Question

Layered boron nitride consists of flat sheets of strong B–N bonds, with wide gaps between the sheets. Its energy and pressure were calculated with the PBE functional at seven volumes. The cell keeps its shape throughout, so every distance in it shrinks or grows by the same fraction. Energy is counted from the minimum, and a positive pressure means that the cell pushes outward.

DFTK 0.8.2, plane-wave DFT with PBE, no dispersion correction or spin polarisation, for layered BN (P6_3/mmc, 4 atoms). Pseudopotentials dojo.nc.sr.pbe.v0_4_1.standard, cutoff 1142.88 eV, 12×12×4 k mesh, Fermi-Dirac smearing of 0.05 eV. Static lattice, cell shape and fractional coordinates fixed; energies are counted from the minimum of the fitted curve.

```
volume (Å³/atom)  energy (meV/atom)  pressure (GPa)
           8.429              46.48          22.180
           8.608              25.26          15.830
           8.787              10.82          10.040
           8.967               2.58           4.750
           9.146               0.00          -0.080
           9.325               2.60          -4.500
           9.505               9.92          -8.540
```

The cell becomes stiffer as it shrinks. Three explanations are offered:

A. The sheets are pressed against each other, and the closing gap resists more and more.
B. The B–N bonds act as ideal springs of constant stiffness, and the shrinking geometry does the rest.
C. The bonds themselves become stiffer when they are shortened.

(a) By how much does the stiffness change across the table?
(b) Which part of the crystal carries the load, and what does this mean for A?
(c) Decide between B and C: work out what each of them gives for the pressure at the smallest volume, and compare with the table.
(d) What would change if the cell were free to choose its shape?

Model answer

(a) The measure of stiffness is the bulk modulus, the pressure gained per fractional loss of volume:

B = −V dP/dV

Here V is the volume per atom and P the pressure. Between the two smallest volumes the table gives a modulus of 302 GPa, between the two largest 211 GPa. The stiffness thus rises by a little over 40 % while the volume shrinks by about a tenth.

(b) Let every length change by the same small fraction. Equating the elastic energy of the layered crystal with that of a body of modulus B gives

9B = 2(C11 + C12) + C33 + 4C13

C11 and C12 describe the stiffness within a sheet and C33 the stiffness across the gap. C13 couples the two directions; it is small and is dropped here. Two limiting cases now show who carries the load.

If the gap carried everything, the modulus at the minimum, 235.9 GPa, would require C33 = 9 × 235.9 ≈ 2120 GPa. The measured value is, as a rough recollection, only about 30 GPa. If the sheets carried everything, C11 + C12 would have to be half of that 2120 GPa, and the measured sum is indeed roughly 1000 GPa. The sheets therefore carry nearly the whole load, and the gap a share of the order of one per cent.

Explanation A has one way out: the gap might contribute little stiffness, yet stiffen so abruptly that it causes the whole trend. To match, at the minimum, the rate of stiffening beyond that of ideal springs, the stiffness of the gap would have to change by a factor of e (2.7) within about 0.005 Å. The repulsion between sheets comes from overlapping electron clouds, which fade over some tenths of an ångström. On expansion, moreover, the gap has only its share of about 3 GPa to lose, while the modulus falls from 235.9 to 211 GPa, much more than the ideal springs of (c) give up. Explanation A fails by a wide margin.

(c) Let x be the bond length divided by its value at the energy minimum. Since all lengths scale together, V = V0x³, where V0 = 9.143 Å³/atom is the volume at the minimum. An ideal spring has the energy E = ½K(x − 1)² per atom, with a constant K. Its pressure follows from the slope of the energy:

P = −dE/dV = 3B0(1 − x)/x², with B0 = K/(9V0)

B0 is the modulus at the minimum. The factor x² shows what geometry does: in a smaller cell the same spring force acts on a smaller area. This effect is real, but it raises the modulus across the table by only about 10 %. Explanation B thus accounts for roughly a quarter of the rise.

Explanation C adds what is known of chemical bonds in general. The attraction between bonded atoms changes gently with distance, whereas the repulsion of their overlapping electron clouds climbs steeply when they approach. A shortened bond is therefore stiffer than a stretched one. The Morse form describes this with one further number, s:

E = (9V0B0/2s²)(1 − q)², with q = exp(−s(x − 1))
P = 3B0 q(q − 1)/(s x²)

When s goes to zero, the ideal spring returns. Near the minimum, the modulus rises by 1 + s GPa for each GPa of pressure, where the 1 is the share of geometry and s that of the bond. A fit to the pressures of all seven rows gives B0 = 235.9 GPa and s = 2.6. Geometry is thus the smaller part of the stiffening; at the minimum, each per cent of stretch takes about 8 % off the stiffness of the bond.

For the smallest volume, x = (8.429/9.143)^(1/3) = 0.9733. The ideal spring with the same B0 gives

P = 3 × 235.9 × 0.0267/0.947 ≈ 20 GPa

For the Morse form, q = exp(2.6 × 0.0267) = 1.072, and

P = 3 × 235.9 × 1.072 × 0.072/(2.6 × 0.947) ≈ 22.2 GPa

The calculated pressure is 22.18 GPa. The spring falls short by about a tenth, and the hardening of the bond closes the difference. This row was part of the fit, so the agreement shows that the form is suitable; it is not a prediction.

A fairer comparison lets the spring choose its own best stiffness. Even then it misses the seven pressures by typically 0.5 GPa, against 0.01 GPa for the Morse form. The extra parameter does not explain this away: when each row in turn is left out and predicted from the others, with V0 held fixed, the Morse form still errs by only about 0.01 GPa. The printed output below also shows a third law, with an energy quadratic in volume, which does worse than the spring and makes the cell softer on compression. Explanation C is the one that survives.

(d) In the table, sheets and gaps are forced to shrink by the same fraction, and under equal strain the stiffest part dominates. A crystal in a pressurised fluid is in the opposite situation. Sheets and gaps then feel the same pressure, and the softest part yields most. With C13 dropped again, the compressibilities add:

1/B = 2/(C11 + C12) + 1/C33

With the rough measured constants used in (b), this gives a little under 30 GPa, close to C33 itself. The same material thus appears roughly eight times softer once its shape is free. For a single crystal or loose grains in a pressure fluid, this smaller modulus is the relevant one, and the 236 GPa of the fixed shape would badly underestimate the compression.

A series with free shape would need a different level of theory as well. PBE without a dispersion correction barely binds the sheets, and a relaxed cell would let them drift much too far apart. In the present series the fixed shape holds the gap in place. The reasonable volume at the minimum is therefore no evidence that the forces between the sheets are right.

Remarks on the reasoning

The most instructive mistake is to take the good fit in (c) as an answer to (b). In every row the gap is the same multiple of the bond length, so x is equally the relative bond length and the relative gap. The Morse formula would fit just as well if it were said to describe the gap. What separates the two readings is the size of the elastic constants, and that knowledge comes from outside the table.

The order of the steps matters for the same reason. First one asks which part can carry a load of this size, and only then how that part changes with distance. A candidate who starts with the curve alone may find an excellent formula and attach it to the wrong part of the crystal.

A second mistake is to read more into the Morse form than it holds. The table covers bond lengths within about 3 % of the minimum, where any smooth energy curve with the same hardening would do as well. The constants therefore do not tell how much energy it takes to break a bond. Nor is the "bond" here a single pair of atoms: it stands for the whole energy of a sheet, more distant neighbours included.

The fitted pressures also reproduce the energy column to about 0.02 meV/atom. Since pressure is the slope of energy, this shows that the two columns agree with each other. It adds no support for the cause, which rests on the comparison of B with C and on the general behaviour of chemical bonds.

The analysis program printed:

```
fit of pressure on 7 rows: coefficient of volterm 266.9 +/- 9.3; rms 0.993, worst 9.505 -2.03, leave-one-out rms 1.34
fit of pressure on 7 rows: coefficient of springterm 253.6 +/- 4.8; rms 0.544, worst 9.505 -1.12, leave-one-out rms 0.734
fit of pressure on 7 rows: coefficient of 3*exp(-s*(ratio-1))*(exp(-s*(ratio-1))-1)/(s*ratio**2) 235.9 +/- 0.077, s 2.6; rms 0.00858, worst 8.787 0.0149, leave-one-out rms 0.0144
Geometry, modulus between a row and the row before, and misses (model less computed):
    row  B-N_A  layer_gap_A  modulus_GPa  volume_law_miss_GPa  spring_miss_GPa  Morse_miss_GPa
  8.429  1.413         3.25          n/a               -1.343          -0.7117       -0.009521
  8.608  1.423        3.273        302.2              -0.2177         -0.07761        0.007921
  8.787  1.433        3.296        281.3               0.3474           0.2279         0.01492
  8.967  1.442        3.318        260.9               0.3833           0.2226       -0.006141
  9.146  1.452         3.34        244.4             -0.01154        -0.006938      -0.0008396
  9.325  1.461        3.362          228              -0.8164          -0.4523         0.01001
  9.505  1.471        3.383        211.3                -2.03            -1.12       -0.001132
Computed modulus, smallest-volume interval over largest-volume interval: 1.43
Same ratio for energy quadratic in volume: 0.9048
Same ratio for ideal spring in bond length: 1.105
Pressure at smallest volume from ideal spring with the Morse fit's modulus, GPa: 19.97
Modulus slope from Morse fit (ideal spring gives 1): 3.6
Loss of spring stiffness per 1 % stretch at the minimum, %: 7.8
Rms miss of energies from the Morse pressure fit, meV/atom: 0.02416
C33 needed if the layer gap alone carried the modulus, GPa: 2123
That C33 over the rough recalled one: 78.62
C11+C12 needed if the sheets alone carried the modulus, GPa: 1061
Fixed-shape modulus from rough recalled constants, GPa: 220.8
Rough share of the layer gap in the modulus, %: 1.272
Length over which the gap stiffness must change e-fold to give all stiffening beyond a spring, A: 0.005446
```
